How the Hamaker constant of mica–water–mica responds to one change

Two mica half-spaces (1, 2) face each other across a water film (3) of thickness D at 298 K. What are the sign and size of the change in the Hamaker constant when (a) the cell is heated to 348 K, (b) 0.1 M NaCl is added, (c) isopropanol replaces water, (d) amorphous SiO₂ replaces one mica sheet, (e) air replaces one sheet?

The result

The free energy per area is W = −A₁₃₂/(12πD²), so A > 0 means attraction. Without retardation, Lifshitz theory gives

W = (kT/2π) Σ′ₙ ∫₀^∞ q dq ln(1 − Δ₁₃Δ₂₃ e^(−2qD)), Δᵢ₃ = (εᵢ − ε₃)/(εᵢ + ε₃),

with in-plane wave number q, ε taken at the imaginary Matsubara frequencies iξₙ, ξₙ = 2πnkT/ħ, and the prime halving n = 0. Expanding the logarithm gives

A₁₃₂ = (3kT/2) Σ′ₙ Σ_(s≥1) (Δ₁₃Δ₂₃)^s/s³.

Each n contributes with the sign of Δ₁₃Δ₂₃. Like bodies give squares, so A₁₃₁ ≥ 0. A term is repulsive when ε₃(iξₙ) lies between ε₁ and ε₂, and the total is repulsive when such terms outweigh the rest.

For n ≥ 1 take one ultraviolet oscillator common to all media, εᵢ(iξ) = 1 + (nᵢ² − 1)/(1 + x²), with x = ξ/ω, ω = 2πν_e and nᵢ the refractive index. Then Δᵢ₃ = (nᵢ² − n₃²)/(Sᵢ² + 2x²), Sᵢ = √(nᵢ² + n₃²). For ν_e = 3.0×10¹⁵ s⁻¹, ω/ξ₁ = 77, so (3kT/2)Σₙ becomes (3hν_e/4π)∫dx. With s = 1 and ∫₀^∞ dx/[(S₁² + 2x²)(S₂² + 2x²)] = π/[2√2 S₁S₂(S₁ + S₂)],

A = A₀ + A_UV, A₀ = (3kT/4) Δ₁₃(0)Δ₂₃(0),
A_UV = [3hν_e/(8√2)] (n₁² − n₃²)(n₂² − n₃²)/[S₁S₂(S₁ + S₂)],

where Δ(0) uses static permittivities.

Reference state

Typical inputs (n, static ε): mica 1.60, 7.0; water 1.333, 78 at 298 K and 1.324, 62 at 348 K; isopropanol 1.377, 19; SiO₂ 1.46, 3.9; air 1, 1. Energies are in zJ (10⁻²¹ J): 3kT/4 = 3.09 and 3hν_e/(8√2) = 527. For mica–water–mica n₁² − n₃² = 0.783, S₁ = 2.083 and Δ₁₃(0) = −0.835, so A₀ = 2.15, A_UV = 17.9 and A = 20.0 zJ. The terms s ≥ 2 would add 0.2 zJ to A₀ and 0.05 zJ to A_UV. Starting the integral at x = 0 counts a half-weighted optical n = 0 term of 0.1 zJ on top of A₀. Neglect of retardation requires D ≪ c/(2n₃ω) = 6 nm; at D = 2 nm retardation, to lowest order in the contrast, lowers A_UV by about 2 zJ.

For like bodies A_UV ∝ (n₁² − n₃²)²/(n₁² + n₃²)^(3/2), hence

∂ln A_UV/∂n₃ = −4n₃/(n₁² − n₃²) − 3n₃/(n₁² + n₃²) = −6.81 − 0.92 = −7.73.

Reasoning

(a) The factor kT cancels against the Matsubara spacing, so T appears explicitly only in A₀, which would gain 0.36 zJ at fixed ε. The fall of ε₃ weakens the static contrast and leaves a gain of 0.14 zJ. Expansion lowers n₃ by 0.009; with mica and ν_e held fixed, A_UV rises by about 7.73 × 0.009 × 17.9 = 1.2 zJ. A rises, mostly through the density of water.

(b) Ions follow static fluctuations but not those at ξ₁ and above, so screening acts on n = 0 alone. In linear screening the decay constant in the film becomes p = √(q² + κ²), and Δ₁₃(0) becomes (ε₁q − ε₃p)/(ε₁q + ε₃p), whose square lies between its salt-free value and 1. At constant Δ, 4D²∫q e^(−2pD) dq = (1 + 2κD)e^(−2κD). The Debye length is κ⁻¹ = √(ε₃ε₀kT/(2N_A e²c_s)) = 0.96 nm at salt concentration c_s = 100 mol m⁻³. At D = 2 nm the factor is 0.080, which puts A₀ between 0.17 and 0.25 zJ. A typical index rise of 0.001 removes a further 0.14 zJ from A_UV. The effective A falls by about 2 zJ. Retardation is as large at this distance but cancels in the difference; double-layer repulsion is a separate force.

(c) Raising n₃ by 0.044 brings the medium closer to mica: A_UV ≈ 17.9 exp(−7.73 × 0.044) = 12.7 zJ, an overestimate because the sensitivity grows as the contrast shrinks. Δ₁₃(0) weakens to −0.46, so A₀ falls too. A stays positive.

(d) Both solids exceed water in n and lie below it in static ε, so both terms stay positive. The optical contrast n₂² − n₃² = 0.355 is 0.45 of that of mica, suggesting 8.1 zJ, which the smaller S₂ raises somewhat. A₀ grows slightly, since Δ₂₃(0) = −0.905.

(e) At n ≥ 1 water lies between air and mica, so A_UV changes sign. The contrast −0.777 nearly matches 0.783 in size, and the denominator shrinks by a factor 1.39, so |A_UV| exceeds its reference value. At n = 0 water lies above both neighbours and A₀ stays attractive. The net force repels the two interfaces and favours a thicker water film.

Calculation (zJ; totals and changes formed before rounding)

case          A₀      A_UV     A       change
reference     2.15    17.9     20.0
(a) 348 K     2.29    19.2     21.5    +1.4
(b) salt      0.2     17.8     18      −2
(c) alcohol   0.66    12.3     13.0    −7.0
(d) SiO₂      2.33    8.8      11.1    −9.0
(e) air       2.51    −24.6    −22.1   −42.2

Every predicted sign holds. Salt acts on a static term that at s = 1 cannot exceed 3kT/4, and heating works through a small index shift, so each moves A by a tenth or less. Changes of material act on the optical contrast and move A by a third or more; among these cases only the one that places ε₃ between ε₁ and ε₂ in the ultraviolet reverses the force.

These numbers are the model's. It omits infrared bands and gives every medium the same ν_e. Full-spectrum calculations for mica–water–mica typically range from about 13 to 20 zJ, depending on the optical data, so the model may lie high by up to about half, and its signs deserve more trust than its sizes.